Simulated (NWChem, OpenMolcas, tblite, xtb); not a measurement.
## SiH3Br (SMILES [SiH3]Br): the dipole moment, rung by rung

The species is SiH3Br (5 atoms), meant as a singlet with charge 0. As SMILES, `[SiH3]Br`. Geometry: relaxed at PBE0-D4/def2-TZVP.

Quantity: the dipole moment, in D. The values are calculated.

| level | kind | program | value (D) | CPU time |
| --- | --- | --- | --- | --- |
| GFN2-xTB | semi-empirical | tblite | 4.89 | under 2 s |
| GFN1-xTB | semi-empirical | tblite | 1.22 | under 2 s |
| IPEA1-xTB | semi-empirical | tblite | 1.34 | under 2 s |
| GFN0-xTB | semi-empirical | xtb | 1.19 | under 2 s |
| HF/def2-TZVP | Hartree–Fock | OpenMolcas | 1.52 | 9.3 s |
| OLYP/cc-pVDZ | GGA | OpenMolcas | 1.25 | 4.6 s |
| OLYP/cc-pVTZ | GGA | OpenMolcas | 1.21 | 19 s |
| OLYP/cc-pVQZ (RICD fitting) | GGA | OpenMolcas | 1.22 | 32 s |
| r2SCAN/def2-SVP | meta-GGA | NWChem | 1.38 | 12 s |

All-electron rows without a relativistic Hamiltonian named are non-relativistic. The values span 1.19 to 4.89 D. CPU times are rough (shared hosts, several kinds of processor): they show what a rung costs within a factor of a few.

Apart from GFN2-xTB, every method gives SiH3Br a modest dipole, between 1.19 and 1.52 D. This fits a polar Si–Br bond with its negative end at bromine. Silicon is also less electronegative than hydrogen, so the hydridic Si–H bonds carry moments that partly oppose that of Si–Br, and the molecular dipole understates the polarity of the silicon–halogen bond.

The GFN2-xTB value of 4.89 D conflicts with the known modest polarity of bromosilane and should not be read as evidence of a nearly ionic Si–Br bond; the likely cause is a poor balance of charge transfer and atomic dipoles in its parametrisation for this bond.

With OLYP, the change from 1.25 to 1.21 and then 1.22 D shows little sensitivity to basis size within this series, though it doesn't test the effect of diffuse functions on the bromine lone pairs. The spread between Hartree–Fock, OLYP and r2SCAN can't be assigned to electron correlation alone, because the basis set changes as well.
